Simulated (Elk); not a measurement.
# Electronic dielectric constant of rocksalt MgS at the PBEsol level: k mesh, scissors shift, local fields and kernels

The quantity calculated is ε∞, the real electronic dielectric constant of MgS at zero frequency with the ions held fixed. Crystal, cell and functional (PBEsol) stay the same, while the k mesh, the scissors shift of the empty bands and the treatment of the electrons' response to one another are changed. The question is how far each choice moves ε∞, and in which direction. This matters because a quoted ε∞ means little until these choices are named with it. Changes are measured against the run without local fields on the 11×11×11 mesh with no scissors shift, which gives 5.87. No measured value is listed, so the levels are compared with one another and not with experiment.

## Method

The measured cell of a diffraction database, fixed. Elk 11.2.3 (patched build), all-electron APW+lo (R·K(max) = 7), no spin polarisation, no spin-orbit coupling, clamped ions. Each name gives functional, response level, k mesh, size of the sum over states and any scissors shift of the empty bands; line broadening 0.1 eV. The smallest direct gap met on these meshes is 3.60 eV. All ran on Arm Neoverse V2, shared with other work, so times are rough. The same in all rows: empty states per atom: 12.

Notes on method and selection:

- Meshes coarser than about 0.2 1/Å can put ε∞ too high by tens of per cent where the direct gap is small.
- Crystals whose gap closes at the zone centre at the semilocal level were left out.
- Runs that did not converge, have known faults or may not be shown are not listed, and runs on Ansatz's PAW sets soft_1 and soft_2 are kept to separate tables.

Columns:

- scissors (eV): scissors shift.
- k spacing (1/Å): k-point spacing.
- ε∞: real dielectric constant at zero frequency.
- cost (core-s): processor time of the response step.

Input lines of one member:

```
tasks
  121
optcomp
  1 1
xctype
  22
nempty
  12
lorbcnd
  .true.
rgkmax
  7.0
```

## Numbers

| member | scissors (eV) | k spacing (1/Å) | ε∞ | cost (core-s) |
| --- | --- | --- | --- | --- |
| PBEsol, no local fields, 6×6×6, 12 empty states an atom | 0 | 0.35 | 6.10 | 0.92 |
| PBEsol, no local fields, 11×11×11, 12 empty states an atom | 0 | 0.19 | 5.87 | 3.6 |
| PBEsol, ALDA, 11×11×11, 12 empty states an atom | 0 | 0.19 | 5.39 | 490 |
| PBEsol, no local fields, 11×11×11, 12 empty states an atom, scissors 1 eV | 1 | 0.19 | 5.23 | 3.6 |
| PBEsol, bootstrap, 11×11×11, 12 empty states an atom, scissors 1 eV | 1 | 0.19 | 5.16 | 500 |
| PBEsol, RPA, 11×11×11, 12 empty states an atom | 0 | 0.19 | 5.07 | 500 |

## Why the values move as they do

Three changes lower ε∞: refining the mesh from 6×6×6 to 11×11×11 (by 6.10 − 5.87 = 0.23), shifting the empty bands up by 1 eV (by 5.87 − 5.23 = 0.64), and including local fields in the RPA (by 5.87 − 5.07 = 0.80). The first two are seen without local fields, the third without a shift.

The effect of the scissors shift follows from a short model.

1. Without local fields, every electron feels only the average field in the crystal. The static response is then a sum over vertical transitions from filled to empty states, each contributing in proportion to |r|²/E, where r is the position matrix element and E the transition energy.
2. A scissors shift Δ raises every E by the same amount. The wavefunctions do not change, so r is taken as fixed.
3. The many transition energies are replaced by one mean energy Ē, and all matrix elements are gathered into one strength S.

The result has two parameters, both in eV:

ε∞ = 1 + S / (Ē + Δ)

A larger Δ makes the electrons harder to polarise, so ε∞ falls. The relative fall of ε∞ − 1 is Δ / (Ē + Δ), which is modest when Ē is well above Δ.

The two runs without local fields on the finer mesh give Ē = 6.6 eV. This lies above the smallest direct gap of 3.60 eV, as a mean over transitions should. The smaller indirect gap does not enter, because a uniform field drives only vertical transitions.

Step 2 can be checked for plausibility. If the momentum matrix elements were fixed instead, each term would vary as 1/E³, and the same two runs would require a mean energy of about 21 eV. That is far too high for transitions from sulphur 3p states to the lower conduction bands, so fixed position elements are the more reasonable reading.

## The model against the table

The two parameters are fixed on the runs without local fields on the 11×11×11 mesh, with shifts of 0 and 1 eV. Their values of ε∞ − 1 are 5.87 − 1 = 4.87 and 5.23 − 1 = 4.23.

Ē = 1 × 4.23 / (4.87 − 4.23) = 6.61 eV

S = 4.87 × 6.61 = 32.2 eV

The other four members follow from their scissors shift alone, since the model knows nothing of mesh or local fields.

- **No local fields, 6×6×6:** 1 + 32.2 / 6.61 = 5.87. The table has 6.10, so the model is 0.23 too low.
- **ALDA, no shift:** 1 + 32.2 / 6.61 = 5.87. The table has 5.39, so the model is 0.48 too high.
- **RPA, no shift:** 1 + 32.2 / 6.61 = 5.87. The table has 5.07, so the model is 0.80 too high.
- **Bootstrap, shift of 1 eV:** 1 + 32.2 / (6.61 + 1) = 5.23. The table has 5.16, so the model is 0.07 too high.

The mean miss over these four is (0.23 + 0.48 + 0.80 + 0.07) / 4 = 0.40. Their own average is (6.10 + 5.39 + 5.07 + 5.16) / 4 = 5.43, and their mean scatter about it is roughly 0.3. As a predictor for the whole table the model is therefore no better than a constant. Its use is as a baseline: it accounts for the shift, and what remains measures the mesh, the local fields and the kernel. The dependence on Δ itself rests on two runs and has no third one to test it.

## Where the trend breaks

The model is too high for all three runs with local fields, and the assumption that fails is the first one. Charge displaced within the cell sets up fields of its own, which on balance oppose further displacement. To lowest order this adds a constant L to 1/(ε∞ − 1).

For the RPA, ε∞ − 1 is 5.07 − 1 = 4.07, so L = 1/4.07 − 1/4.87 = 0.040. For ALDA it is 5.39 − 1 = 4.39, so L = 1/4.39 − 1/4.87 = 0.022. The ALDA kernel is attractive and offsets part of the electrostatic repulsion, which brings back 0.32 of the 0.80 lost in the RPA.

The bootstrap run must be compared at its own shift of 1 eV. There ε∞ − 1 is 5.16 − 1 = 4.16, so L = 1/4.16 − 1/4.23 = 0.004. If the RPA value of L also held at that shift, the RPA would give 1 + 1/(1/4.23 + 0.040) = 4.6. The bootstrap kernel, which has a long-range attractive part, would then restore between 0.5 and 0.6.

The model is too low by 0.23 for the 6×6×6 mesh. Here the sampling is at fault: with few k points, strong low-energy transitions can receive too much weight.

## What the accuracy costs

The costs cover the response step only. Going from 6×6×6 to 11×11×11 without local fields raises the cost from 0.92 to 3.6 core-seconds and removes 0.23 from ε∞, so there is no reason to stay with the coarser mesh. The scissors shift changes ε∞ by 0.64 at no visible extra cost.

Local fields are the expensive part: 500 / 3.6 = 139, or roughly a hundredfold increase on the same mesh. For a crystal of two atoms this is still only minutes of processor time, and it buys a change of 0.80 in the RPA. Once local fields are included, the choice among RPA, ALDA and bootstrap can be made on physical grounds, since their costs are alike.

## Rules of thumb and their limits

For MgS at the PBEsol level, local fields in the RPA and a scissors shift of 1 eV each matter more than the step between the two meshes. A value of ε∞ should therefore be quoted with its kernel and its shift. The mesh effect is mild here, as expected for a wide direct gap; where the direct gap is small it can reach tens of per cent. The table has no mesh finer than 11×11×11, so it does not show how much mesh error remains there. Converged runs with other numerical settings exist but are not tabled, so the spread of 1.03 is not a full error bar.

The response of the ions is also left out. If they were free to move, their displacement would add to the static constant, so ε∞ must not be compared with a dielectric constant measured at low frequency.

[Logs are printed without paths, hosts, clocks, repeated set-up lines and the standing remarks that a program may print on its own settings, such as how far it seeks lower states.]
